Dear colleague,

The two-fluid model of Gorter and Casimir (1934) fixes the zero-temperature critical field of your indium cylinder once the Sommerfeld coefficient and $T_c$ are given. Below I derive it, separate what is assumed from what follows, and give the number it predicts together with the way to test that number.

**Conventions.** All free energies, entropies and heat capacities are per unit volume unless I say per atom. $\gamma$ is the Sommerfeld coefficient per unit volume, $t=T/T_c$, and electromagnetism is in SI form, with the applied field quoted as $B_c=\mu_0H_c$. The zero of energy is the normal state at $T=0$.

## 1. Premises

(P1) The normal electrons have heat capacity $C_n=\gamma T$ with constant $\gamma$. Integrating $C_n/T$ from zero gives $S_n=\gamma T$, and integrating $-S_n$ gives $f_n=-\gamma T^2/2$.

(P2) The superconducting state carries one internal variable $x$, with $0\le x\le1$, equal to 0 in the normal metal and to 1 when condensation is complete. Its free energy in zero field is
$$f(x,T)=-Wx-\tfrac12\gamma T^2\sqrt{1-x},\tag{1}$$
with $W>0$ independent of temperature. The first term is the energy gained by condensing. The second is the entropic term of the normal metal, reduced as $x$ grows. At $x=0$ equation (1) returns $f_n$.

(P3) In equilibrium $x$ takes the value that minimises $f$ at given $T$.

(P4) The temperature-dependent part of the lattice free energy is the same in both phases and cancels from their difference. The volume is the same in both.

(P5) The sample is a bulk type-I superconductor, long and parallel to the field, with complete flux expulsion for any $x>0$, and the normal-state susceptibility is negligible.

(P6) For the penetration depth only: the current obeys the local London equation with carrier density $n_s=nx$.

The square root in (1) is a choice. Section 6 shows what it was chosen to reproduce.

## 2. Minimisation

The first two derivatives at fixed $T$ are
$$\frac{\partial f}{\partial x}=-W+\frac{\gamma T^2}{4\sqrt{1-x}},\qquad \frac{\partial^2 f}{\partial x^2}=\frac{\gamma T^2}{8}(1-x)^{-3/2}>0 .\tag{2}$$
For $T>0$ the function is strictly convex on $[0,1)$, so it has a single minimum. The slope grows without bound as $x\to1$, so the minimum never sits at $x=1$ for $T>0$. Whether it sits at $x=0$ depends on the slope there, $-W+\gamma T^2/4$. If this is positive, convexity keeps the slope positive everywhere, the minimum is the end point $x=0$, and the metal is normal. If it is negative, the slope crosses zero once inside the interval, where
$$\sqrt{1-x}=\frac{\gamma T^2}{4W}.\tag{3}$$
The transition temperature is where the slope at $x=0$ changes sign. This condition ties $W$ to $T_c$, and (3) then becomes $\sqrt{1-x}=t^2$:
$$W=\tfrac14\gamma T_c^2,\qquad x=1-t^4\quad(t\le1).\tag{4}$$
The variable $x$ leaves zero continuously, as $4(1-t)$. Expanding (1) for small $x$, with $\gamma T^2=4Wt^2$,
$$f=f_n+W(t^2-1)\,x+\tfrac14Wt^2x^2+\dots,$$
which is a Landau expansion in $x=|\psi|^2$ with a first coefficient that changes sign at $T_c$. The zero-field transition is of second order and of mean-field type.

## 3. Entropy and heat capacity in zero field

Insert (4) into (1). The first term is $-W(1-t^4)$ and the second is $-2Wt^2\cdot t^2$, so
$$f_s=-W(1+t^4),\qquad f_n=-2Wt^2,\qquad f_n-f_s=W(1-t^2)^2 .\tag{5}$$
The difference is positive below $T_c$ and has a double zero at $t=1$. At $T=0$ it equals $W$, which identifies $W$ as the condensation energy.

The entropy is $S_s=-df_s/dT=4Wt^3/T_c=\gamma T_c\,t^3$. The same result follows from (1) directly: since $\partial f/\partial x=0$ at the minimum, the temperature dependence of $x$ drops out of the first derivative and $S_s=\gamma T\sqrt{1-x}=\gamma T\,t^2$. It vanishes at $T=0$, as the third law requires, and joins $S_n$ at $T_c$, so there is no latent heat in zero field. One more derivative gives
$$C_{es}=T\frac{dS_s}{dT}=3\gamma T_c\,t^3,\qquad \Delta C=C_{es}(T_c)-C_n(T_c)=2\gamma T_c .\tag{6}$$
The two heat capacities cross where $3t^3=t$, at $t=1/\sqrt3$, and there the entropy difference $S_n-S_s=\gamma T_c(t-t^3)$ is largest.

## 4. The critical field

With the applied field $H$ as independent variable the Gibbs free energy obeys $dg=-S\,dT-\mu_0M\,dH$. By (P5), $M=-H$ in the superconducting phase and $M=0$ in the normal one. Integrating from zero field at fixed $T$,
$$g_s=f_s+\tfrac12\mu_0H^2,\qquad g_n=f_n .$$
The field term does not contain $x$, so the bulk value (4) is unchanged up to the transition. The phases coexist when $g_s=g_n$, that is
$$\tfrac12\mu_0H_c^2=f_n-f_s .\tag{7}$$
Equation (7) is thermodynamics and holds whatever form $f_s$ has. With (5) the right side is a perfect square, and the positive root is
$$H_c=H_{c0}(1-t^2),\qquad \mu_0H_{c0}^2=2W=\tfrac12\gamma T_c^2,\qquad B_{c0}=T_c\sqrt{\mu_0\gamma/2}.\tag{8}$$

Differentiating (7) gives two further model-free relations,
$$S_n-S_s=-\mu_0H_c\frac{dH_c}{dT},\qquad C_s-C_n=\mu_0T\left[\Big(\frac{dH_c}{dT}\Big)^2+H_c\frac{d^2H_c}{dT^2}\right].\tag{9}$$
At $T_c$, where $H_c=0$ and the slope is finite, the second reduces to Rutgers' formula $\Delta C=\mu_0T_c(dH_c/dT)^2$. From (8) the slope there is $-2H_{c0}/T_c$, so $\Delta C=4\mu_0H_{c0}^2/T_c=2\gamma T_c$, the same as (6). On crossing $H_c$ at $0<t<1$ the variable $x$ jumps from $1-t^4$ to zero, and the transition is of first order with latent heat
$$L=T(S_n-S_s)=\gamma T_c^2\,t^2(1-t^2),$$
which is largest at $t^2=1/2$, where it equals $W$.

## 5. The penetration depth

Nothing so far gives $x$ an electrodynamic meaning. That enters with (P6). Let carriers of charge $-e$ and mass $m$ flow without friction at velocity $\mathbf v$, so $\mathbf j=-n_se\mathbf v$. The premise of F. and H. London (1935) is that the curl of the canonical momentum $m\mathbf v-e\mathbf A$ vanishes, which gives $\nabla\times\mathbf j=-(n_se^2/m)\mathbf B$. Take the curl of the static law $\nabla\times\mathbf B=\mu_0\mathbf j$ and use $\nabla\cdot\mathbf B=0$, so that $\nabla\times\nabla\times\mathbf B=-\nabla^2\mathbf B$. Then
$$\nabla^2\mathbf B=\mathbf B/\lambda^2,\qquad \lambda^2=\frac{m}{\mu_0n_se^2}.$$
Counting pairs doubles $m$ and $e$ and halves $n_s$, which leaves $\lambda$ unchanged. At a flat surface the bounded solution is $B(z)=B(0)e^{-z/\lambda}$. With $n_s=n(1-t^4)$,
$$\lambda=\lambda_0(1-t^4)^{-1/2},\qquad \lambda_0^2=\frac{m}{\mu_0ne^2}.\tag{10}$$
The limits are $\lambda/\lambda_0\simeq1+t^4/2$ at low temperature and $\lambda/\lambda_0\simeq\tfrac12(1-t)^{-1/2}$ near $T_c$. The derivation takes $x$ uniform through the surface layer, which requires fields weak enough for the kinetic energy of the screening current not to reduce it.

## 6. What the square root is fitted to

Replace $\sqrt{1-x}$ in (1) by $(1-x)^\alpha$. For $\alpha=1$, the form one would write for two fluids that simply add, $f$ is linear in $x$ and the minimum jumps from $x=1$ to $x=0$ when $\gamma T^2/2=W$. That is a first-order transition in zero field, with zero electronic entropy below it. For $0<\alpha<1$ the function is convex and the steps of sections 2 to 4 repeat. Stationarity reads $W=\tfrac12\alpha\gamma T^2(1-x)^{\alpha-1}$, so $W=\alpha\gamma T_c^2/2$ and $1-x=t^{2/(1-\alpha)}$. Then
$$f_n-f_s=W\Big[1-\frac{t^2}{\alpha}+\frac{1-\alpha}{\alpha}\,t^{2/(1-\alpha)}\Big],\qquad C_{es}=p\,\gamma T_c\,t^{\,p},\qquad p=\frac{1+\alpha}{1-\alpha},$$
$$\frac{\Delta C}{\gamma T_c}=\frac{2\alpha}{1-\alpha},\qquad r\equiv\frac{\mu_0H_{c0}^2}{\gamma T_c^2}=\alpha .\tag{11}$$
The bracket equals $(1-t^2)^2$ only for $\alpha=1/2$, since its $t^2$ coefficient must be $-2$, and the same value gives $p=3$.

The argument also runs backwards without any $x$. Put an exact parabola into the first relation of (9): $S_n-S_s=(2\mu_0H_{c0}^2/T_c)(t-t^3)$. If $S_s$ has no term linear in $T$, the linear term must be $S_n=\gamma T_c\,t$, which gives $\mu_0H_{c0}^2=\gamma T_c^2/2$ and leaves $S_s=\gamma T_c\,t^3$. So the parabola, the cubic heat capacity, the jump $2\gamma T_c$ and $r=1/2$ are one statement in four forms. The exponent was chosen to give the roughly parabolic threshold curve, and finding such a curve does not confirm the model. What your data can show is how far each of the four forms departs from its model value.

## 7. Differences from weak-coupling BCS theory

A second theory is useful as a scale for such departures. I quote its standard relations. With $N_0$ the density of states per spin, $\gamma=\tfrac23\pi^2N_0k_B^2$, the condensation energy is $N_0\Delta_0^2/2$, and $\Delta_0=\pi e^{-\gamma_E}k_BT_c=1.764\,k_BT_c$, where $\gamma_E$ is Euler's constant. Equation (7) at $T=0$ gives $\mu_0H_{c0}^2=N_0\Delta_0^2$, and eliminating $N_0$,
$$r_{\rm BCS}=\tfrac32e^{-2\gamma_E}=0.473,\qquad \frac{\Delta C}{\gamma T_c}\Big|_{\rm BCS}=\frac{12}{7\zeta(3)}=1.426 .\tag{12}$$
The two-fluid $r$ is 5.7 per cent larger and its $H_{c0}$ 2.8 per cent larger. In Gaussian units the ratio usually tabulated is $\gamma T_c^2/H_{c0}^2=1/(4\pi r)$, which is 0.159 for the two-fluid model and 0.168 for BCS. The jumps differ far more, 2 against 1.426. No exponent in (11) imitates both BCS numbers: $r$ asks for $\alpha=0.473$ and the jump for $\alpha=0.416$.

$H_{c0}$ is insensitive because of a constraint. By (7) and (9), $W$ is the integral of $S_n-S_s$ from 0 to $T_c$. Any entropy curve that lies between zero and $\gamma T$ has $r<1$, and curves that start flat and meet $S_n$ continuously at $T_c$ enclose similar areas even when their end slopes differ. Rutgers' formula gives that slope in reduced form as
$$-\frac{T_c}{H_{c0}}\frac{dH_c}{dT}\Big|_{T_c}=\sqrt{\frac{\Delta C}{r\,\gamma T_c}},$$
equal to 2 in the two-fluid model and 1.737 in BCS theory.

At low temperature the difference is one of kind. A gap gives, to leading order and with $\delta=1.764$,
$$\frac{C_{es}}{\gamma T_c}\simeq\frac{3\sqrt{2\pi}}{\pi^2}\,\delta^{5/2}\,t^{-3/2}e^{-\delta/t},$$
about $2\times10^{-6}$ at $t=0.1$, where (6) gives 0.003.

## 8. Range of validity

*The form of (1).* It has no microscopic derivation and no gap. For a fully gapped metal its power laws for $C_{es}$ and for $\lambda-\lambda_0$ fail at low $t$, by three orders of magnitude in $C_{es}$ at $t=0.1$ on the scale just given. The model has no coupling parameter, so it assigns the same $r$, jump and curve shape to every metal. In Eliashberg theory $r$ and $\Delta C/\gamma T_c$ rise above the values (12) as the electron-phonon coupling grows, and the effective $\gamma$ acquires some temperature dependence, against (P1). A metal of intermediate coupling can therefore lie close to $r=1/2$ without obeying (1).

*The lattice.* In indium this term exceeds the effect under study. With a typical Debye temperature of about 110 K and $T_c\approx3.41$ K, the Debye law $C_{\rm lat}=(12\pi^4/5)k_B(T/\Theta)^3$ gives $6.0\times10^{-7}$ eV/K per atom at $T_c$, which is 3.3 times the model $C_{es}$ of section 9. Both vary as $T^3$, so the factor holds at all $t$ as far as the Debye law does, and calorimetry in the superconducting state alone cannot separate them. The lattice part has to come from a run in a field above $H_c$. The thermal lattice free energy is $-TC_{\rm lat}/12$, and at $T_c$ its magnitude is the same factor 3.3 times $W$. A lattice coefficient that differed by one per cent between the phases would thus add about three per cent of $W$ to (7) near $T_c$, where $f_n-f_s$ itself is small. The jump and the threshold curve are free of the lattice only under (P4).

*Geometry.* For a slab of thickness $d$ parallel to the field, the London solution $B\propto\cosh(z/\lambda)$ has mean value $\mu_0H(2\lambda/d)\tanh(d/2\lambda)$. For $d\gg\lambda$ the expelled flux is reduced by the fraction $2\lambda/d$ and the threshold rises by the fraction $\lambda/d$, which stays below $10^{-3}$ for $d>0.1$ mm as long as $\lambda<100$ nm. Close enough to $T_c$ the divergence of $\lambda$ spoils this. A demagnetising factor $D$ starts the intermediate state at $(1-D)H_c$. Supercooling and superheating displace the observed transition from the equilibrium one. In a type-II material (7) still defines $H_c$, but no transition occurs at that field. The normal susceptibility, typically of order $10^{-5}$, corrects (7) by that fraction.

*Locality.* Equation (10) needs $\lambda$ large compared with the range over which the current samples the field. For three free electrons per indium atom, $n=117$ nm$^{-3}$, it gives the model value $\lambda_0=15.5$ nm, while the coherence length of clean indium is typically some hundreds of nm. The local premise fails by more than an order of magnitude, and Pippard's non-local electrodynamics applies except very near $T_c$. As typical knowledge, the effective depth in clean indium is larger than this model value by a factor of roughly two to four. Use (10) for indium as an interpolation with $\lambda_0$ free.

*Uniformity and fluctuations.* There is no gradient term, so interfaces, thin films in strong fields and vortices lie outside the model. Critical fluctuations are ignored, which is harmless in a clean bulk metal with so long a coherence length.

## 9. Indium

I take three typical inputs: $\gamma_m\approx1.69$ mJ mol$^{-1}$ K$^{-2}$, $T_c\approx3.41$ K, and a molar volume of about 15.4 cm$^3$/mol at helium temperature. Dividing by $N_A$ and converting to eV gives $\gamma_a=1.752\times10^{-8}$ eV K$^{-2}$ per atom and an atomic volume $\Omega=0.02557$ nm$^3$, where the fourth figures are guard digits. Hence $\gamma=\gamma_a/\Omega=6.85\times10^{-7}$ eV nm$^{-3}$ K$^{-2}$.

From (4), with $T_c^2=11.63$ K$^2$,
$$W=1.99\times10^{-6}\ \text{eV nm}^{-3},\qquad W\Omega=5.09\times10^{-8}\ \text{eV per atom}.$$
Since $k_BT_c=0.294$ meV, the gain per atom is only $1.73\times10^{-4}\,k_BT_c$. So $x=1$ cannot mean that every electron lowers its energy by about $k_BT_c$; only a thin shell of states at the Fermi surface does. In SI form $W=319$ J/m$^3$, and (8) gives
$$B_{c0}=\sqrt{2\mu_0W}=28.3\ \text{mT}.$$
The slope at $T_c$ is $-16.6$ mT/K. The heat capacity just below $T_c$ is $1.79\times10^{-7}$ eV/K per atom and the jump is $1.19\times10^{-7}$ eV/K per atom. $C_{es}$ crosses $C_n$ at 1.97 K, and the latent heat peaks at 2.41 K.

| $t$ | $x$ | $B_c$ (mT) | $C_{es}/\gamma T_c$ | $\lambda/\lambda_0$ |
|---|---|---|---|---|
| 0.3 | 0.9919 | 25.8 | 0.081 | 1.004 |
| 0.5 | 0.9375 | 21.2 | 0.375 | 1.033 |
| 0.7 | 0.7599 | 14.4 | 1.029 | 1.147 |
| 0.9 | 0.3439 | 5.38 | 2.187 | 1.705 |

With the same inputs, (12) gives $B_{c0}=27.5$ mT and a slope of $-14.0$ mT/K for weak-coupling BCS theory. All of these are numbers of the models for the stated inputs.

Three points govern the comparison with the field you measure.

First, the inputs. From (8), with $\gamma=\gamma_m/V_m$,
$$\frac{\delta B_{c0}}{B_{c0}}=\frac{\delta T_c}{T_c}+\frac12\frac{\delta\gamma_m}{\gamma_m}-\frac12\frac{\delta V_m}{V_m}.$$
A typical room-temperature molar volume of about 15.8 cm$^3$/mol lowers the prediction by 1.3 per cent, to 28.0 mT. That is nearly half the separation between the two theories. An uncertainty of two per cent in $\gamma_m$ moves the field by one per cent. The third figure of 28.3 mT is therefore uncertain by a few units, and $\gamma$ and $T_c$ should be those of your own sample.

Second, the extrapolation to $T=0$. Fitting a parabola to points near $T_c$ returns $T_c|dB_c/dT|/2$, which equals $B_{c0}$ only if the model holds. For a sample that followed BCS theory the procedure would return 23.9 mT in place of 27.5 mT, 13 per cent low. The low-temperature end is safer. Rewriting the first relation of (9) with $S_n=\gamma T$,
$$\frac{d(B_c^2)}{d(T^2)}=-\mu_0\gamma\Big(1-\frac{S_s}{S_n}\Big),\tag{13}$$
so a plot of $B_c^2$ against $T^2$ has intercept $B_{c0}^2$ and limiting slope $-\mu_0\gamma$, whatever the model, provided $S_s/S_n\to0$. The correction is not negligible at pumped-helium temperatures. At $t=0.3$ (1.02 K) it is $t^2$, 9 per cent, in the two-fluid model, and about 4 per cent in BCS theory with the gap held at $\Delta_0$. At $t=0.2$ (0.68 K) the figures are 4 and 0.4 per cent. Fit the curvature, or go below about $t=0.2$.

Third, the quantity to report. Equation (13) yields $\gamma$ per unit volume from the magnetic data, so $r$ is the intercept divided by the product of $T_c^2$ and the magnitude of the limiting slope. The molar volume, the lattice heat capacity and a common scale factor of the field all drop out. To tell 0.5 from 0.473 the limiting slope must be known to about two per cent. Report the reduced slope at $T_c$ beside it, where the theories give 2 and 1.737. If your intercept lands near the model's 28.3 mT, that tests only the area under $S_n-S_s$. The model is obeyed in detail only if the reduced slope is also 2 and $B_c/B_{c0}-(1-t^2)$ vanishes over the whole range.